Surface-charge eigenvalue problem for localised plasmons: circular and elliptical wires

1. Premises and conventions

A homogeneous body with local, isotropic permittivity ε(ω) sits in an unbounded lossless medium with real ε_m > 0. Both are relative permittivities, units are SI, and time dependence is exp(−iωt). The boundary is smooth, closed and connected, and n is its outward unit normal. The body is small enough that E = −∇φ (quasi-statics), and there is no free charge. For wires the fields are independent of the axial coordinate z and E lies in the cross-section.

In each region ∇·(εE) = 0 with constant ε. For ε ≠ 0 the potential is therefore harmonic on both sides, and all charge sits on the boundary. We write σ for the total bound surface charge, that of the body plus that of the medium, so its field is computed with ε₀ alone.

2. The integral equation

In three dimensions the charge σ produces E(r) = (1/4πε₀) ∮ σ(r′) (r − r′)/|r − r′|³ dS′, and its potential is continuous across the surface. Let r approach the surface. Cut out a small patch around the foot point. The patch looks like a flat sheet and gives a normal field +σ/2ε₀ just outside and −σ/2ε₀ just inside. The remainder is continuous across the surface and converges as the patch shrinks, because n·(r − r′) is of second order in the separation on a smooth surface. With an applied field E₀,

E_n(out) = E₀·n + (Kσ + σ)/2ε₀, E_n(in) = E₀·n + (Kσ − σ)/2ε₀,   (1)

(Kσ)(r) = (1/2π) ∮ σ(r′) n(r)·(r − r′)/|r − r′|³ dS′.   (2)

Continuity of normal D means ε E_n(in) = ε_m E_n(out). Collecting terms gives (ε − ε_m)(Kσ + 2ε₀E₀·n) = (ε + ε_m)σ, or

σ = Λ (Kσ + 2ε₀ E₀·n), Λ = (ε − ε_m)/(ε + ε_m).   (3)

A mode is a solution with E₀ = 0:

Kσ = μσ, μ = 1/Λ, ε/ε_m = (μ + 1)/(μ − 1) = (1 + Λ)/(1 − Λ).   (4)

We work with μ because μ = 0 (Λ infinite, ε = −ε_m) is a legitimate eigenvalue. K belongs to the Neumann–Poincaré family of operators.

For a wire, σ and n do not depend on z and n has no z component. With ρ the in-plane distance, ∫ dz/(ρ² + z²)^(3/2) = 2/ρ² over the whole axis, so (2) becomes

(Kσ)(r) = (1/π) ∮ σ(r′) n(r)·(r − r′)/|r − r′|² dl′,   (5)

an integral around the contour of the cross-section. Equations (1), (3) and (4) are unchanged. The kernel in (5) is bounded and tends to half the local curvature as r′ → r.

3. General properties

Size and material. K contains only geometry. Under r → s r the kernel of (5) scales as 1/s and dl′ as s (in (2), 1/s² and s²), so K is unchanged. The eigenvalues depend on shape alone, and the material enters afterwards through the equation ε(ω)/ε_m = (μ + 1)/(μ − 1).

Neutrality. The integral ∮ n(r)·(r − r′)/|r − r′|² dl over r is the angle that the contour subtends at r′. It equals π for a point on a smooth contour (the solid angle 2π in three dimensions). Integrating (4) over r therefore gives Q = μQ for the net charge Q. Every eigenfunction with μ ≠ 1 is neutral. The charged solution with μ = 1 has E_n(in) = 0 by (1). It is the equilibrium charge of a conductor, corresponds to infinite ε, and is not a plasmon.

Reality and bound. Take a neutral eigenfunction, possibly complex. Its potential falls off as 1/ρ in two dimensions and 1/r² in three, so W_out = ∫|∇φ|² over the exterior converges and the surface at infinity contributes nothing. W_in is the same integral over the interior. From (1) and (4), ∂φ/∂n = (1 − μ)σ/2ε₀ inside and −(1 + μ)σ/2ε₀ outside. Green's first identity for harmonic φ gives W_in = ∮ φ* ∂φ/∂n (inside value) and W_out = −∮ φ* ∂φ/∂n (outside value). With U = ∮ φ*σ/2ε₀,

W_in = (1 − μ)U, W_out = (1 + μ)U.

Adding, U = (W_in + W_out)/2. Both W are strictly positive. If either vanished, φ would be constant on the boundary, U would be that constant times Q = 0, both W would vanish, and σ, the jump of ε₀E_n, would be zero. Subtracting,

μ = (W_out − W_in)/(W_out + W_in), ε/ε_m = −W_out/W_in.   (6)

So μ is real with |μ| < 1, that is |Λ| > 1 with infinity allowed, and ε/ε_m is real and negative.

Pairing in two dimensions. For a neutral mode the harmonic conjugates ψ of φ are single-valued on both sides, with ∂ψ/∂s = ∂φ/∂n and ∂ψ/∂n = −∂φ/∂s, s being arc length. Set χ = εψ inside and ε_mψ outside. Continuity of normal D makes χ continuous after fixing a constant, and continuity of φ gives (1/ε)∂χ/∂n inside = (1/ε_m)∂χ/∂n outside. So χ is a mode with the ratio ε/ε_m inverted, and by (4) μ → −μ. The neutral spectrum of a wire is symmetric about zero.

4. Sphere as a test of the prefactors

On a sphere of radius R, n = r/R and |r − r′|² = 2r·(r − r′), so the kernel of (2) is 1/(2R|r − r′|). The expansion 1/|r − r′| = (4π/R) Σ Y_lm(r̂) Y*_lm(r̂′)/(2l + 1) on the surface gives K Y_lm = (1/2π)(1/2R)(4π/R) R² Y_lm/(2l + 1) = Y_lm/(2l + 1). Hence Λ_l = 2l + 1 and, from (4), ε_l = −ε_m (l + 1)/l for l ≥ 1. The l = 0 term is the charged solution. All μ are positive here, so the pairing does not hold in three dimensions.

5. Circular wire

The same identity holds on a circle of radius R, and the kernel of (5) is the constant 1/(2R). Then Kσ = Q/(2πR) with Q = ∮σ dl, which vanishes for every neutral σ. All multipoles cos mθ and sin mθ with m ≥ 1 have μ = 0 and ε = −ε_m, with W_in = W_out.

6. Elliptical wire

Let r = (a cos η, b sin η) with a > b. Then dl = h dη with h = (a² sin²η + b² cos²η)^(1/2), and n = (b cos η, a sin η)/h. Put S = (η + η′)/2 and D = (η − η′)/2. The numerator of the kernel is

h n·(r − r′) = ab[1 − cos(η − η′)] = 2ab sin²D.

Since cos η − cos η′ = −2 sin S sin D and sin η − sin η′ = 2 cos S sin D, the denominator is

|r − r′|² = 4 sin²D (a² sin²S + b² cos²S) = 2 sin²D [a² + b² − (a² − b²) cos(η + η′)].

The factor sin²D cancels. With q = (a − b)/(a + b) one has 1 − q² = 4ab/(a + b)² and 1 − 2q cos θ + q² = 2[a² + b² − (a² − b²) cos θ]/(a + b)², so the kernel is P(η + η′)/2h(η), where P is the Poisson kernel

P(θ) = (1 − q²)/(1 − 2q cos θ + q²) = 1 + 2 Σ_{m≥1} q^m cos mθ.

For the charge per unit angle, f = σh, problem (4) reads

μ f(η) = (1/2π) ∫₀^{2π} P(η + η′) f(η′) dη′.   (7)

Use cos m(η + η′) = cos mη cos mη′ − sin mη sin mη′ and ∫cos²mη′ dη′ = ∫sin²mη′ dη′ = π. The plus sign in η + η′ is what gives the sine functions a negative eigenvalue:

f = cos mη: Λ = q^(−m), ε/ε_m = −(1 + q^m)/(1 − q^m) = −coth mξ₀,
f = sin mη: Λ = −q^(−m), ε/ε_m = −(1 − q^m)/(1 + q^m) = −tanh mξ₀,   (8)

with tanh ξ₀ = b/a, so that q = exp(−2ξ₀). The function f = 1 gives μ = 1. The Fourier functions are complete, so (8) lists every neutral mode. The pairing of section 3 is visible, both families converge on ε = −ε_m as m grows, and q → 0 returns the circle. For m = 1, ε = −ε_m a/b (dipole along the long axis) and ε = −ε_m b/a (short axis).

A uniform field E₀ along the long axis has h E₀·n = E₀ b cos η and drives only cos η. Equation (3) gives f = 2ε₀E₀bΛ cos η/(1 − Λq). The bound dipole per unit length is p = ∫ f a cos η dη = ε₀αE₀ with

α = 2πabΛ/(1 − Λq) = πab(ε − ε_m)/[ε_m + L(ε − ε_m)], L = b/(a + b).   (9)

Modes with m ≥ 2 carry no dipole moment and need a non-uniform field.

7. Range of validity

Retardation. Both ka ≪ 1, with k = √ε_m ω/c, and √|ε| ωb/c ≪ 1 are needed. The circle shows the size of the correction. With x = kR and t = ε/ε_m, match H_z and (1/ε)∂H_z/∂ρ between J₁ inside and the outgoing Hankel function H₁ outside: (1/t) yJ₁′(y)/J₁(y) = xH₁′(x)/H₁(x), y² = tx². For small arguments the left side is 1/t − x²/4 and the right side is −1 − x²[ln(x/2) + γ_E] + iπx²/2, with γ_E Euler's constant. Solving near t = −1,

t = −1 − x²[ln(2/x) − γ_E + 1/4] − iπx²/2.   (10)

The real term is a red shift and the imaginary term is radiation damping, of order x² in two dimensions. For the ellipse, a line dipole has the field (k² + ∇∇)(i/4)H₀(kρ) p/ε₀, whose J₀ part at the origin is ik²p/8ε₀. Adding this to E₀ in (9) and setting ε − ε_m = −ε_m/L acts like an extra imaginary part

Δε″ = πk²ab ε_m/(8L²),   (11)

which reproduces (10) for a = b. The real shift carries the same coefficient times (2/π)ln(1/ka) plus a shape-dependent constant that is not derived here.

Locality. A sharp boundary with bulk ε(ω) needs b and the tip radius b²/a to exceed v_F/ω, with v_F the Fermi velocity. High m fails first. Surface scattering adds a width of order ħv_F/2b times a coefficient of order one or less.

Geometry. Corners make the kernel singular and add a continuous spectrum. A substrate breaks the premise of one ε_m. A finite axial wavevector lifts the degeneracy of the circle.

Loss. Eigenvalues are real, but ε(ω) is complex on the real axis, so modes lie at complex ω. They appear as peaks only where Im ε is small compared with |Re ε| and with the spacing of the mode permittivities.

8. Illustration: gold wires in silica

Take a Drude model, ε(ω) = ε_∞ − ω_p²/(ω² + iγω), with typical inputs ε_∞ = 9.5, ħω_p = 9.0 eV and ħγ = 0.07 eV, chosen to follow the typical real permittivity of gold in the red and near infrared, and ε_m = 2.13, approximate for SiO₂. Setting ε(ω) equal to a mode value ε_j gives

ω_j = [ω_p²/(ε_∞ − ε_j) − γ²/4]^(1/2) − iγ/2,

so every mode has full width ħγ in this model. For an ellipse of 40 nm × 8 nm (a = 20 nm, b = 4 nm, q = 2/3) and for a circle:

mode | Λ | ε/ε_m | Re ħω (eV) | vacuum λ (nm)
cos η | 1.5 | −5 | 2.00 | 618
cos 2η | 2.25 | −2.6 | 2.32 | 534
cos 3η | 3.375 | −1.842 | 2.46 | 505
circle, all m | ∞ | −1 | 2.64 | 470
sin 3η | −3.375 | −0.543 | 2.76 | 450
sin 2η | −2.25 | −0.385 | 2.80 | 443
sin η | −1.5 | −0.2 | 2.86 | 434

The second and third columns are exact geometry. The last two belong to the model.

Neglected terms for the long-axis dipole (ε = −10.65): ka = 0.30 and √|ε| ωb/c = 0.13. The slope of Re ε is 20 per eV and the model's Im ε is 0.70. Equation (11) gives Δε″ = 0.53, a radiative full width 2Δε″/slope of 0.05 eV, which rivals ħγ, and a red shift on the scale Δε″/slope = 0.03 eV. With a typical v_F = 1.4 × 10⁶ m/s, v_F/ω = 0.46 nm against a tip radius of 0.8 nm, so tip fields are not reliable, and ħv_F/2b = 0.12 eV can exceed both other widths. Moving b by 0.2 nm also shifts the mode by 0.03 eV. For a circle with R = 10 nm, x = 0.195, and (10) changes Re ε by −0.16. With a slope of 8.8 per eV this is −0.02 eV.

The Drude form lacks gold's interband absorption. As typical knowledge, Im ε of gold near 2.0 eV is about twice the model's value, and above the interband onset near 2.4 eV it is more than ten times the model's 0.31 at the circle's mode. The model therefore underestimates the bulk width of the long-axis dipole by roughly a factor of two, and its sharp modes from the circle upward are in real gold at best weak, broad features whose Drude energies should not be quoted. The usable result is the model's long-axis dipole at 2.00 eV (618 nm), with neglected shifts of a few hundredths of an eV.